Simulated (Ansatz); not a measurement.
All numbers below come from Ansatz 0.2.0, DFT PBE, scalar-relativistic, plane waves, PAW. All cells share a 420 eV cutoff and Γ-centred k meshes spaced at most about 0.3 Å⁻¹ (about 0.25 or finer for metals, 2π included). Collinear spin in cells that started with moments and kept them past the coarse steps, no spin elsewhere.

Temperature and zero-point effects are left out.

Two relaxed structures of GdO4:

A. (site moments Gd 6.8; O -0.1 (×2), -0.2 (×2) μB)

```yaml
crystal:
  lattice:
    - [2.15347, 1.24330, 3.48082]
    - [-2.15347, 1.24330, 3.48082]
    - [0.00000, -2.48661, 3.48082]
  atoms:
    - { symbol: Gd, position: [0.00000, 0.00000, 0.00000] }
    - { symbol: O, position: [0.37021, 0.37021, 0.37021] }
    - { symbol: O, position: [0.62979, 0.62979, 0.62979] }
    - { symbol: O, position: [0.76388, 0.76388, 0.76388] }
    - { symbol: O, position: [0.23612, 0.23612, 0.23612] }
```

B. (site moments Gd 6.7; O -0.3 (×2) μB)

```yaml
crystal:
  lattice:
    - [1.86488, -3.95869, 0.00000]
    - [1.86488, 3.95869, 0.00000]
    - [0.00000, 0.00000, 4.52238]
  atoms:
    - { symbol: Gd, position: [0.50000, 0.50000, 0.50000] }
    - { symbol: O, position: [0.78172, 0.21828, 0.50000] }
    - { symbol: O, position: [0.21828, 0.78172, 0.50000] }
    - { symbol: O, position: [0.17598, 0.17598, 0.00000] }
    - { symbol: O, position: [0.82402, 0.82402, 0.00000] }
```

Question: Which would you expect to be lower, and how large is the difference?

Answer: A is lower, by 91 meV/atom. A has space group R-3m (No. 166), 11.2 Å³/atom and no gap on its mesh; B has space group Cmmm (No. 65), 13.4 Å³/atom and no gap. Counting O atoms around Gd (those within 1.25 times the shortest such distance or 1.15 times the sum of covalent radii; a plus sign parts nearer from farther groups), A has Gd 14 and B has Gd 2+8. A and B both hold O–O pairs. The denser one is the lower, and pressure would at first widen the difference. Both come from invented guesses.

In such compounds of Gd a zero gap at this level may well be an artefact, since no Hubbard U is applied. Another magnetic order may lie lower. Cells relaxed within their symmetry can be saddle points.

The ordering probably reflects how each structure copes with too few electrons for four oxide ions. The Gd moments in both cells point to a half-filled 4f shell, hence trivalent Gd, so the oxygen must be partly oxidised. In A every oxygen belongs to a short O–O dumbbell, with a bond length between those typical of superoxide and peroxide. In B only half the oxygens form such a dumbbell; the rest sit in zigzag chains with contacts far too long for normal peroxide bonds. Their 2p holes are therefore poorly compensated by bonding, which suggests why B is higher despite also containing a molecular unit. A's denser packing around Gd may add electrostatic stabilisation.

The two dumbbells in A are equivalent by symmetry and must share an odd number of electrons, leaving the π* states partly filled. This suggests that its metallicity originates in oxygen rather than in the 4f shell. The energy difference ranks only these two structures and does not show that either would resist decomposition into the sesquioxide and oxygen.
